\section*{High-energy photoionisation laws and interchannel coupling}

Quantitative XPS converts peak areas into composition with subshell cross sections, mostly computed for independent particles (IP). We derive how these fall with energy $E$, and why coupling between subshells in the random-phase approximation with exchange (RPAE) survives far above threshold.

\subsection*{Premises and conventions}
(i) Closed-shell atom of nuclear charge $Z$, non-relativistic, dipole approximation, linear polarisation $\mathbf e$, photon energy $\hbar\omega$.
(ii) Orbitals $\psi=R_{nl}(r)Y_{lm}$ with real $R_{nl}$; real harmonics for $l=1$.
(iii) Photoelectron waves normalised to $e^{i\mathbf k\cdot\mathbf r}$, $E=\hbar^2k^2/2m$, speed $v=\hbar k/m$.
(iv) $E$ far above the binding energies $I$, so $E\simeq\hbar\omega$, and $\eta=Z/(ka_0)\ll1$, with $a_0=4\pi\epsilon_0\hbar^2/me^2$. The last section relaxes (iv).

\subsection*{Step 1: the nucleus takes the recoil}
The golden rule with final-state density $mk/(2\pi)^3\hbar^2$ gives $d\sigma/d\Omega=4\pi^2\alpha\hbar\omega\,|\langle\mathbf k|\mathbf e\cdot\mathbf r|\psi\rangle|^2\,mk/(2\pi)^3\hbar^2$. The equation of motion $m\ddot{\mathbf r}=-\nabla V$, taken between states $\hbar\omega$ apart, gives $\langle\mathbf r\rangle=\langle\nabla V\rangle/m\omega^2$. Electron-electron forces cancel in the sum over electrons, so in the many-electron theory only the nuclear force $\nabla V=Z\alpha\hbar c\,\mathbf r/r^3$ remains; in an IP potential the screening part is smoother at $r=0$ and its matrix element falls faster with $k$. Hence
\begin{equation}
\frac{d\sigma}{d\Omega}=\frac{\alpha^3Z^2\hbar c^2k}{2\pi m\omega^3}|A|^2,\qquad
A=\langle\mathbf k|\,\mathbf e\cdot\mathbf r/r^3\,|\psi\rangle .
\label{acc}
\end{equation}
The oscillating final wave confines the integral to $r\sim1/k$. There the radial equation gives
\begin{equation}
R_{nl}=C_{nl}\,r^l\left[1-\frac{Zr}{(l+1)a_0}+\dots\right].
\end{equation}
The cusp term and the Coulomb distortion of the final wave are both of relative order $\eta$ in this form, so the leading $A$ follows from a plane wave and $C_{nl}r^l$. In the velocity form a plane wave sees only the non-analytic cusp term, whose Fourier transform falls as $k^{-l-4}$; this yields the same power of $E$, but for $l\ge1$ the final-state distortion enters at equal order, which is why Eq.~(\ref{acc}) is the safer route.

\subsection*{Step 2: the independent-particle law}
The factor $\mathbf e\cdot\hat{\mathbf r}$ couples $l$ to $L=l\pm1$, with squared angular elements, averaged over $m$, of $(l+1)/[3(2l+1)]$ and $l/[3(2l+1)]$. The plane-wave expansion contributes $4\pi(-i)^Lj_L(kr)$, and the radial integral is $C_{nl}k^{-l-1}J_L$ with $J_L=\int_0^\infty x^lj_L(x)\,dx$, understood with a factor $e^{-\epsilon x}$, $\epsilon\to0$, which the decay of the orbital supplies. The standard integral
\begin{equation}
\int_0^\infty x^\mu j_L\,dx=\sqrt\pi\,2^{\mu-1}\frac{\Gamma[(L+\mu+1)/2]}{\Gamma[(L-\mu+2)/2]}
\label{bes}
\end{equation}
gives $J_{l+1}=2^ll!$ and $J_{l-1}=2^{l-1}(l-1)!$. Adding the two channels, with $4l(l+1)+1=(2l+1)^2$, the cross section per electron is
\begin{equation}
\sigma^{\rm IP}_{nl}=\frac{8\pi\alpha^3Z^2\hbar c^2C_{nl}^2G_l}{m\omega^3k^{2l+1}}\propto E^{-l-7/2},
\label{ip}
\end{equation}
where $G_0=1/3$ and $G_l=4^{l-1}\,l\,(2l+1)\,[(l-1)!]^2/3$ for $l\ge1$, so $G_1=1$.

The angular forms for s and p are needed below. Use $x_i/r^3=-\partial_i(1/r)$ and $x_ix_j/r^3=\delta_{ij}/r-\partial_i\partial_jr$, with transforms $4\pi/k^2$ for $1/r$, $-8\pi/k^4$ for $r$, and $\partial_i\to ik_i$. With $u=\mathbf e\cdot\hat{\mathbf k}$ and $\psi_{p_j}\simeq\sqrt{3/4\pi}\,C_p\,x_j$,
\begin{equation}
A_s=-\frac{4\pi i\,u}{k}\,Y_{00}R_s(0),\qquad
A_{p_j}=\frac{4\pi}{k^2}\sqrt{\frac{3}{4\pi}}\,C_p\,(e_j-2u\hat k_j).
\label{sp}
\end{equation}
Since $\sum_j(e_j-2u\hat k_j)^2=1$, a full p subshell emits isotropically in this limit. The s amplitude is larger by one power of $k$: s channels dominate.

\subsection*{Step 3: one iteration of the RPAE equation}
RPAE replaces the amplitude $d$ by the solution of $D=d+D\chi V$. For a final hole $i$ in subshell $nl$,
\begin{equation}
D_{\mathbf ki}=d_{\mathbf ki}+\sum_{j,\mathbf k'}\frac{\langle j\mathbf k|V|\mathbf k'i\rangle-\langle j\mathbf k|V|i\mathbf k'\rangle}{\hbar\omega-I_j-E'+i0}\,D_{\mathbf k'j}+\text{(t.r.)},
\label{rpae}
\end{equation}
with $V=e^2/4\pi\epsilon_0r_{12}$, $\langle ab|V|cd\rangle=\iint a^*(1)b^*(2)Vc(1)d(2)$, Hartree--Fock orbitals, and time-reversed terms (t.r.) with denominators $-\hbar\omega-I_j-E'$. The intermediate determinant has $j\to\mathbf k'$, the final one $i\to\mathbf k$; the numerator is their matrix element, and $+i0$ selects outgoing intermediate waves. Put $D\to d$ on the right and let $j$ be an s orbital. The terms rank as follows.

In the first matrix element the fast electron drops into the hole and hands momentum $\hbar k$ to electron $i$, which costs a Coulomb factor $1/k^2$. The time-reversed terms pay the same factor and have no pole. In the second, exchange, element the fast electron stays fast: $\langle j\mathbf k|V|i\mathbf k'\rangle=\langle\mathbf k|W|\mathbf k'\rangle$, where $W$ is the potential of the overlap density $\psi_s\psi_{nlm}$ of equal-spin orbitals. It varies on the orbital scale, the momentum transfer is small, and no power of $1/k$ appears. This term leads. The photon ejects an s electron, which on its way out pushes an $nl$ electron into the s hole.

The multipole expansion gives $W=(e^2/4\pi\epsilon_0)\,4\pi Y_{00}Y_{lm}(\hat{\mathbf r})\,w(r)/(2l+1)$ with
\begin{equation}
w(z)=\int_0^\infty\frac{r_<^l}{r_>^{l+1}}R_sR_{nl}\,r^2dr,\qquad r_<=\min(r,z),\ r_>=\max(r,z).
\end{equation}
Write the denominator as $-(i/\hbar)\int_0^\infty dt\,e^{i(\hbar\omega-I_s-E')t/\hbar}$. The electron is born within $1/k$ of the nucleus, and for $k$ times the orbital radius large it moves on the line $z\hat{\mathbf k}$, $z=vt$. It enters with the on-shell wave number $k_s$ of the s channel and leaves with $k$, so with the exchange sign
\begin{equation}
A^{\rm ind}=-A_s\left(-\frac{i}{\hbar v}\right)\int_0^\infty W(z\hat{\mathbf k})\,e^{-iqz}dz,\qquad q=k-k_s\simeq\frac{I_s-I_{nl}}{\hbar v}.
\label{eik}
\end{equation}
As $E\to\infty$, $q\to0$. For $l\ge1$, $\int_0^\infty dz\,r_<^l/r_>^{l+1}=1/(l+1)+1/l=(2l+1)/l(l+1)$, independent of $r$. With $e^2/4\pi\epsilon_0\hbar v=1/ka_0$ and $4\pi Y_{00}^2=1$,
\begin{equation}
A^{\rm ind}_{lm}=\frac{4\pi u}{k^2a_0}\,Y_{lm}(\hat{\mathbf k})\sum_s\frac{R_s(0)S_s}{l(l+1)},\qquad S_s=\int_0^\infty R_sR_{nl}\,r^2dr .
\label{ind}
\end{equation}

\subsection*{Step 4: the modified laws}
The induced amplitude falls as $k^{-2}$ for every $l\ge1$; the direct one falls as $k^{-l-1}$. For $l\ge2$ the induced one wins. Averaging $|Y_{lm}|^2$ over $m$ to $1/4\pi$ and $u^2$ to $1/3$,
\begin{equation}
\sigma_{nl}\to\frac{8\pi\alpha^3Z^2\hbar c^2}{3m\omega^3k^3a_0^2}\left[\sum_s\frac{R_s(0)S_s}{l(l+1)}\right]^2\propto E^{-9/2}.
\end{equation}
Further iterations, and coupling to channels with $l\ge1$, each carry an extra $1/k$ in the amplitude. For $l=0$ the induced term is smaller than the direct one by $1/ka_0$, and $E^{-7/2}$ stands.

For $l=1$ the IP power is already $E^{-9/2}$; the coupling changes the coefficient, by a fraction that does not vanish with energy. With $Y_{1j}=\sqrt{3/4\pi}\,\hat k_j$, Eqs.~(\ref{sp}) and (\ref{ind}) add to the vector $e_j+(\kappa-2)u\hat k_j$, with
\begin{equation}
\kappa=\sum_s\kappa_s,\qquad\kappa_s=\frac{R_s(0)S_s}{2a_0C_p}.
\end{equation}
Its square is $1+Bu^2$ with $B=\kappa(\kappa-2)$. Comparing with $d\sigma/d\Omega=(\sigma/4\pi)[1+\beta P_2(u)]$,
\begin{equation}
\frac{\sigma_p}{\sigma_p^{\rm IP}}=1-\frac{2\kappa}{3}+\frac{\kappa^2}{3},\qquad\beta=\frac{2B}{3+B}.
\label{ratio}
\end{equation}
For 2p, the outer lobe of 2s has the sign opposite to $R_{2s}(0)$ and dominates the overlap, so $\kappa_{2s}<0$ raises $\sigma$; nodeless 1s has $\kappa_{1s}>0$. Hydrogenic orbitals give $\kappa_{2s}=-3/2Z$ and $\kappa_{1s}=64/27Z$. Cancellation is systematic: over a complete set of s functions $\sum_sR_s(0)S_s=R_{nl}(0)=0$, and only the restriction to occupied orbitals leaves a remainder.

\subsection*{Range of validity and finite-energy corrections}
\emph{Absolute laws.} The cusp term alone changes $A_s$ by the factor $1-\pi\eta/2$, from Eq.~(\ref{bes}) with $\mu=L=1$. The pure powers therefore need $\pi\eta\ll1$, while the non-relativistic dipole treatment needs $v\ll c$, that is $\eta\gg Z\alpha$. At $\eta\sim1$ only ratios can be used.

\emph{Coulomb distortion of the ratio.} For hydrogenic $n=2$ orbitals the radial integrals with regular Coulomb functions $F_L(\rho)$, $\rho=kr$, $b=\eta/2$, are $M_L=\int e^{-b\rho}F_L\,d\rho$ for 2p$\to L=0,2$ and $M_1=\int(1/\rho-b)e^{-b\rho}F_1\,d\rho$ for 2s$\to$p. The recurrences for attraction, $\sqrt{1+\eta^2}F_0=F_1'+(1/\rho-\eta)F_1$ and $\sqrt{4+\eta^2}F_2=(4/\rho-\eta)F_1-2F_1'$, integrated by parts, give
\begin{equation}
M_0=M_1\cos\theta_0,\quad M_2=2M_1\cos\theta_2,\quad\tan\theta_0=\eta,\quad\tan\theta_2=\eta/2 .
\end{equation}
The strongly energy-dependent factor $M_1$ is common to all channels. The induced wave carries the Coulomb phase $\sigma_1$, where $\sigma_L=\arg\Gamma(L+1-i\eta)$, so relative to the direct waves it has $\sigma_1-\sigma_0=-\theta_0$ and $\sigma_1-\sigma_2=+\theta_2$.

\emph{Energy mismatch.} Finite $q$ multiplies $\kappa_s$ by $f_s=\int w\,e^{-iqz}dz/\int w\,dz=|f_s|e^{-i\phi}$. A channel couples fully only when $q$ times the overlap radius is small.

Split the vector into its s part $(1+\kappa)e_j/3$ and d part $(\kappa-2)(u\hat k_j-e_j/3)$, of angular weights $1/9$ and $2/9$. Put $a=\sum_s\kappa_sf_s$, and rescale the direct amplitudes by $t=3/\sqrt{\cos^2\theta_0+8\cos^2\theta_2}$, which keeps the IP ratio of 2p to 2s at its Eq.~(\ref{ip}) value, the quantity fixed by the input below:
\begin{equation}
\frac{\sigma_p}{\sigma_p^{\rm IP}}=\frac{|t\cos\theta_0+ae^{-i\theta_0}|^2+2\,|ae^{i\theta_2}-2t\cos\theta_2|^2}{9}.
\label{fin}
\end{equation}
It reduces to Eq.~(\ref{ratio}) for $\eta,q\to0$. It uses unscreened phases, fails near deeper edges, and like RPAE omits relaxation and satellites.

\subsection*{Illustration: Mg 2p coupled to 2s, 1 to 2 keV}
Inputs, all approximate: $Z=12$; $I_{2p}=50$, $I_{2s}=89$, $I_{1s}=1303$ eV ($1\ \mathrm{eV}=1.602\times10^{-19}$ J); normalised Slater functions $\varphi_1\propto e^{-11.6r/a_0}$, $\varphi_2\propto re^{-3.70r/a_0}$, $R_{2p}\propto re^{-3.91r/a_0}$. Take $R_{1s}=\varphi_1$ and $R_{2s}=(T\varphi_1-\varphi_2)/\sqrt{1-T^2}$ with overlap $T=0.263$. Then $R_{1s}(0)=79.0\,a_0^{-3/2}$, $R_{2s}(0)=21.5\,a_0^{-3/2}$, $S_{1s}=0.286$, $S_{2s}=-0.96$.

Equation~(\ref{ip}) gives the subshell ratio (six electrons to two) $\sigma_{2p}/\sigma_{2s}=9C_p^2/[R_{2s}(0)k]^2$. The single exponential has $C_p/R_{2s}(0)=1.62/a_0$ and a ratio of 0.22 at 1.5 keV, well below the typical IP value of about 0.6, because it is too flat at the nucleus. We use it only for overlaps and $f_s$, and set $C_p/R_{2s}(0)=2.7/a_0$, chosen to reproduce that typical value (it gives 0.62). Then $\kappa_{2s}=-0.18$, and Eq.~(\ref{ratio}) with 2s alone gives $\sigma_p/\sigma_p^{\rm IP}=1.13$ and $\beta=0.23$; this $\beta$ is a limit only, since at $\eta\sim1$ the Coulomb phases already make the IP emission anisotropic. Equation~(\ref{fin}) with 2s alone gives
\begin{center}
\begin{tabular}{ccccccc}
$\hbar\omega$ (keV)&$ka_0$&$\eta$&$qa_0$&$|f_{2s}|$&$\phi$ (rad)&$\sigma_p/\sigma_p^{\rm IP}$\\\hline
1&8.36&1.44&0.173&0.91&0.25&1.14\\
2&11.97&1.00&0.120&0.93&0.19&1.14
\end{tabular}
\end{center}
Mismatch and Coulomb phases nearly compensate, and the enhancement is flat in energy, as Step 4 predicts. With $\eta\ge1$ the absolute $E^{-9/2}$ law is not reached. At 2 keV $v/c=0.087$, so non-dipole terms of this order affect angular distributions, but the integrated cross section only at order $(v/c)^2$.

The rival term is 1s. Its limit $\kappa_{1s}=+0.19$ would almost cancel $\kappa_{2s}$ far above the K edge. At 2 keV, $qa_0=4.81$ and $|f_{1s}|=0.48$, so $|\kappa_{1s}f_{1s}|=0.09$, more than half the 2s term; adding it to $a$ lowers the ratio to 1.07. This is a rough size, since $q$ is not small against $k$. At 1 keV the 1s channel is closed, Eq.~(\ref{eik}) does not apply to it, and the neighbourhood of the edge at 1.3 keV is outside the model. The model thus raises the 2p cross section by about 14 per cent through 2s coupling across the range, and the opening 1s channel removes roughly half of that by 2 keV.